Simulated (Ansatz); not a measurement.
# Lattice constant of a 32-atom Ga0.78In0.22As0.20Sb0.80 cell under LDA, PBEsol, r2SCAN and PBE, with tests of cutoff, k-mesh, arrangement and cell size

The usual rule of thumb says that LDA gives the shortest lattice of a semiconductor and PBE the longest, with PBEsol and r2SCAN in between. I test it here on one alloy, and I use the same rows for a practical brief.

I need a model cell for the absorber of a mid-infrared photodiode with pixels 10 µm wide. It will serve later PBE work on strain, so I want a cheaper set-up than the main PBE run, if one is good enough. My own limits are a mean lattice constant within 0.1 % of the main PBE row, which is 10 nm across a pixel, and a cell that stays nearly cubic. What is calculated is the static lattice constant $a$ of the mean conventional cell. It is measured against the main PBE row, since the table has no measured value.

## Set-up

Main cell: 1x2x2 conventional cells of the GaSb type (32 atoms: 12 Ga, 3 As, 4 In, 13 Sb); Ga/In and Sb/As share their sites, the best of 600 random draws by like-pair counts in two shells; start lattice by linear mixing of the end members' cells; atoms moved at random by 0.02 Å. In each row cell and atoms were relaxed at the level named; rows that change cutoff, mesh or potentials, and some that change the functional, start from a cell relaxed at another level. Ansatz 0.2.0: Kohn-Sham DFT, PAW potentials, plane waves, Fermi-Dirac smearing of 0.01 eV, no spin polarisation, spin-orbit coupling only where named.

Notes on method and selection:

- A finite supercell with one arrangement stands for the random alloy; its composition is rounded to whole atoms.
- The lattice is static: no zero-point motion and no thermal expansion, which in most solids lengthen room-temperature lattice constants by a few tenths of a per cent.
- Runs that didn't converge or were made unsound on purpose aren't shown.
- All functionals use one PAW set, generated with PBE; the run remakes the frozen core for its functional but keeps PBE's partial waves, which adds an error of its own under other functionals.
- Runs that did not converge, have known faults or may not be shown are not listed, and runs on Ansatz's PAW sets soft_1 and soft_2 are kept to separate tables. This is such a table: every row in it runs on soft_2, and none tests that set against a harder one.

Columns:

- residual pressure (GPa): pressure left in the cell at the end of the relaxation.
- atoms: atoms in the cell.
- cell: composition of the cell.
- cutoff (eV): plane-wave cutoff.
- k-mesh: k-point mesh.
- a (Å): lattice constant a of the mean conventional cell.

Input lines of one member:

```
kpoints:
  mp_grid: { grid: [3, 2, 2], shift: [0.0, 0.5, 0.5] }
hamiltonian:
  xc: pbe
scf:
  occupations: { method: fermi_dirac, width: 0.01 }
relax:
  f_tol: 0.02
  max_steps: 45
  cell: { stress_tol: 0.1 }
```

Command (options for logging and memory left out): `ansatz run input.yaml --threads 8 --backend cpu`

## Computed values

| member | residual pressure (GPa) | atoms | cell | cutoff (eV) | k-mesh | a (Å) | remark |
| --- | --- | --- | --- | --- | --- | --- | --- |
| PBE | −0.01 | 32 | In4Ga12Sb13As3 | 420 | 3×2×2 | 6.2323 |  |
| PBE, lower cutoff | 0.01 | 32 | In4Ga12Sb13As3 | 350 | 3×2×2 | 6.2323 | restarted from the PBE cell, which hardly moved: the change lies under the tolerance of the relaxation |
| PBE, second arrangement | −0.01 | 32 | In4Ga12Sb13As3 | 420 | 3×2×2 | 6.2322 |  |
| PBE, fewer k-points | 0.00 | 32 | In4Ga12Sb13As3 | 420 | 2×1×1 | 6.2272 |  |
| PBE, small cell | −0.02 | 8 | InGa3Sb3As | 420 | 3×3×3 | 6.2162 |  |
| r2SCAN | 0.00 | 32 | In4Ga12Sb13As3 | 500 | 3×2×2 | 6.1521 |  |
| PBEsol | −0.01 | 32 | In4Ga12Sb13As3 | 420 | 3×2×2 | 6.1286 |  |
| LDA | −0.01 | 32 | In4Ga12Sb13As3 | 420 | 3×2×2 | 6.0658 |  |
| LDA, small cell | 0.00 | 8 | InGa3Sb3As | 420 | 3×3×3 | 6.0491 |  |

## What drives the series

The rule of thumb holds for the order. In the 32-atom cell $a$ rises from LDA (6.0658 Å) through PBEsol and r2SCAN to PBE (6.2323 Å). The whole step is 6.2323 − 6.0658 = 0.1665 Å, or 2.7 % of the LDA value. PBEsol covers 0.0628 / 0.1665 = 0.38 of it and r2SCAN 0.0863 / 0.1665 = 0.52.

The reason lies in how each functional treats an uneven density. In PBE and PBEsol the local exchange energy is multiplied by a factor that for small reduced gradients $s$ reads $F \approx 1 + \mu s^2$, with $\mu$ roughly 0.22 in PBE, 0.12 in PBEsol and zero in LDA. Stretching the bonds makes the density more uneven, so a larger $\mu$ favours a longer lattice. The ratio 0.12 / 0.22 = 0.55 gives the right order but overstates the share of 0.38 that PBEsol reaches. I don't expect better from it, because the gradient term in correlation differs as well and $s$ isn't small everywhere. r2SCAN also uses the kinetic energy density and has no single $\mu$ to compare.

The step from PBEsol to r2SCAN, 0.0235 Å, is the one I trust least. The r2SCAN row has a higher cutoff. Under PBE the change from 420 to 350 eV is worth only about 0.001 Å, as estimated below, but r2SCAN may be more sensitive. Both functionals also run on PAW data generated with PBE, and that error could take a visible part of so small a step.

The step from LDA to PBE hardly depends on the cell. In the 8-atom cell PBE lies 6.2162 − 6.0491 = 0.1671 Å above LDA, within 0.0006 Å of the result in the large cell.

## Exceptions

The two 8-atom rows lie below their 32-atom partners, by 0.0161 Å under PBE and 0.0167 Å under LDA. They are sound for the step from LDA to PBE but not for the alloy's own lattice constant. One anion in four is arsenic there, against three in sixteen in the main cell. A full exchange of antimony for arsenic shortens such a lattice by roughly 0.4 Å, so the extra sixteenth should take off about 0.4 / 16 = 0.025 Å. That has the right sign and size but is more than I see. The sampling and the size of the cell differ as well, and these rows can't separate their effects.

The row with fewer k-points is the most deceptive one. Its mean is only 0.0051 Å short, yet the cell shrank along its short axis and grew along the two doubled ones. With so few points the error in the stress need not be equal along the three axes, and the mean hides most of it. I wouldn't use that cell. The second arrangement does the same on a much smaller scale: its short axis is shorter than in the main cell and the two doubled ones are longer, while the mean hardly changes. The settings are the same there, so the difference comes from where the atoms sit. The nearly cubic shape of the main cell is therefore partly a matter of the draw.

## Meeting the brief

I turn each departure from the main PBE row into an offset across one pixel,

$$\Delta L = L\,\frac{a - a_0}{a_0},\qquad L = 10\,000\ \text{nm},\quad a_0 = 6.2323\ \text{Å}.$$

The other functionals drop out at once as stand-ins for PBE: r2SCAN gives −129 nm, PBEsol −166 nm, LDA about −270 nm and LDA in the small cell about −290 nm. This says nothing about their merit. The small PBE cell gives −26 nm and fails too. The row with fewer k-points gives −8 nm and would pass on the mean alone, but it fails on shape.

Two rows remain. The second arrangement is off by only −0.0001 Å, or −0.2 nm, in the mean. Its shape is less good. I put no figure on "nearly cubic", but if each axis is held to the same 0.1 % as the mean, this cell fails, because its short axis lies further than that below $a_0$. The row at 350 eV shows no change, but it was restarted from the finished PBE cell and hardly moved, so I judge it by its pressure. At the same lattice constant the pressure went from −0.01 to 0.01 GPa. With a bulk modulus $B$ of roughly 50 GPa, the lattice would lengthen by

$$\frac{\Delta a}{a} \approx \frac{\Delta p}{3B} = \frac{0.02}{3 \times 50} = 0.00013,$$

which is about 1 nm per pixel. Half that modulus would still leave it well inside the limit. It also passes on shape: the cell is that of the main PBE row, whose axes all lie within 0.1 % of their mean, and the lower cutoff shifted the stress by similar amounts along all three.

My pick is PBE at 350 eV. The number of plane waves goes as the cutoff to the power 3/2, and (350 / 420)^1.5 = 0.76, so about a quarter of them are saved. There is no runner-up: the second arrangement at 420 eV fails on shape when judged axis by axis, and it would save nothing anyway.

PBE's own error comes along with either choice. It usually makes lattices of this family too long by roughly 2 %, or about 200 nm per pixel, far beyond my limit. It largely cancels only if the substrate is relaxed with PBE and the same PAW set as well; a PBE layer set on a measured substrate would carry a false compressive strain.

The pick would fall if the later work turned to a property more sensitive to cutoff than the lattice constant, since the program warns that 350 eV lies below its recommended value. It also holds for the soft_2 potentials only. Harder potentials need a higher cutoff, so with another PAW set the test at 350 eV would have to be made again.

## Rules of thumb and their limits

For this alloy the functional moves $a$ by up to 2.7 %, while a second arrangement or a cutoff of 350 eV moves it by a few hundredths of a per cent at most. That is true of the mean only: the second arrangement changes the single axes by more than 0.1 %, so a cell meant for work on strain should be checked axis by axis.

The error of the soft_2 potentials themselves can't be judged from these rows, which all share it. Of the other omitted effects, none that I know of exceeds the spread between functionals, but two exceed the 0.08 % spread of the 32-atom PBE rows. Zero-point motion and thermal expansion would lengthen the lattice by a few tenths of a per cent. Correcting the rounded composition would shorten it: the cell has 0.03 too much indium and 0.20 − 3 / 16 = 0.0125 too little arsenic, and at roughly 0.4 Å per full exchange, for indium and gallium as for antimony and arsenic, that makes 0.4 × (0.03 + 0.0125) = 0.017 Å, or about 0.3 %.

[Logs are printed without paths, hosts, clocks, repeated set-up lines and the standing remarks that a program may print on its own settings, such as how far it seeks lower states.]
